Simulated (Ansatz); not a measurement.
# How methods differ on AsH3 (arsine)

The species is AsH3 (4 atoms), meant as a singlet with charge 0. SMILES: `[AsH3]`. The shape is that of a PBE0-D4/def2-TZVP optimisation.

| atom | x (Å) | y (Å) | z (Å) |
| --- | --- | --- | --- |
| As | -0.2158 | 0.4876 | -0.3460 |
| H | 0.3499 | 0.6303 | 1.0594 |
| H | -1.0680 | -0.7055 | 0.0611 |
| H | 0.9339 | -0.4125 | -0.7745 |

Quantity: the energy change with the As1–H4 bond stretched from 1.522 to 3.804 Å, in eV. The values are calculated.

| level | kind | program | value (eV) | less FCI/STO-3G | CPU time (all runs) |
| --- | --- | --- | --- | --- | --- |
| SVWN5/STO-3G (restricted) | LDA | Ansatz | 6.65 | +2.56 | 0.91 s |
| r2SCAN/STO-3G (restricted) | meta-GGA | Ansatz | 6.74 | +2.65 | 4.2 s |
| BHLYP/STO-3G (restricted) | global hybrid | Ansatz | 8.01 | +3.92 | 1.2 s |
| PBE0/STO-3G (restricted) | global hybrid | Ansatz | 7.25 | +3.16 | 1.3 s |
| CAM-B3LYP/STO-3G (restricted) | range-separated hybrid | Ansatz | 7.83 | +3.74 | 1.4 s |
| wB97M-V/STO-3G (restricted) | range-separated hybrid | Ansatz | 8.03 | +3.94 | 10 s |
| CCSDT(Q)/STO-3G (restricted) | coupled cluster or CI | Ansatz | 4.09 | 0.00 | 0.48 s |
| CCSDTQ/STO-3G (restricted) | coupled cluster or CI | Ansatz | 4.09 | 0.00 | 9.6 s |
| FCI/STO-3G | exact in the basis | Ansatz | 4.09 | 0.00 | 0.65 s |

FCI/STO-3G is exact within its basis and frozen core, so for wave-function methods in that basis the difference is their error; functionals converge differently with the basis, so for them it is only a difference. All-electron rows without a relativistic Hamiltonian named are non-relativistic. The first shape isn't each level's own minimum. The values span 4.09 to 8.03 eV. All rows use very small basis sets, so even the best lies far from the true value. In the correlated wave-function rows the outer d shell of As is correlated, in sets not made for it. Times are those of the runs behind each value, whatever else they computed, on shared processors of several kinds: orders of magnitude only.

Stretching one As–H bond separates the functionals sharply from the wave-function methods: every restricted functional puts the cost well above the FCI value of 4.09 eV. Homolytic cleavage leaves one electron on AsH2 and one on H, coupled to a singlet. As the σ and σ* orbitals approach degeneracy, that state needs at least two determinants. A single closed-shell determinant instead retains ionic character at long distance, which raises the energy of the stretched geometry.

The excess is smallest for SVWN5 and r2SCAN and grows to nearly 4 eV for BHLYP and wB97M-V, probably because semilocal exchange mimics part of the missing static correlation and exact exchange does not. Coupled cluster starts from a similarly poor reference, but its higher excitations restore the missing configurations, and the perturbative quadruples already suffice to the printed precision.

The ordering of the functionals therefore reflects their response to an imposed closed shell, and does not carry over to spin-polarised dissociation into radicals.
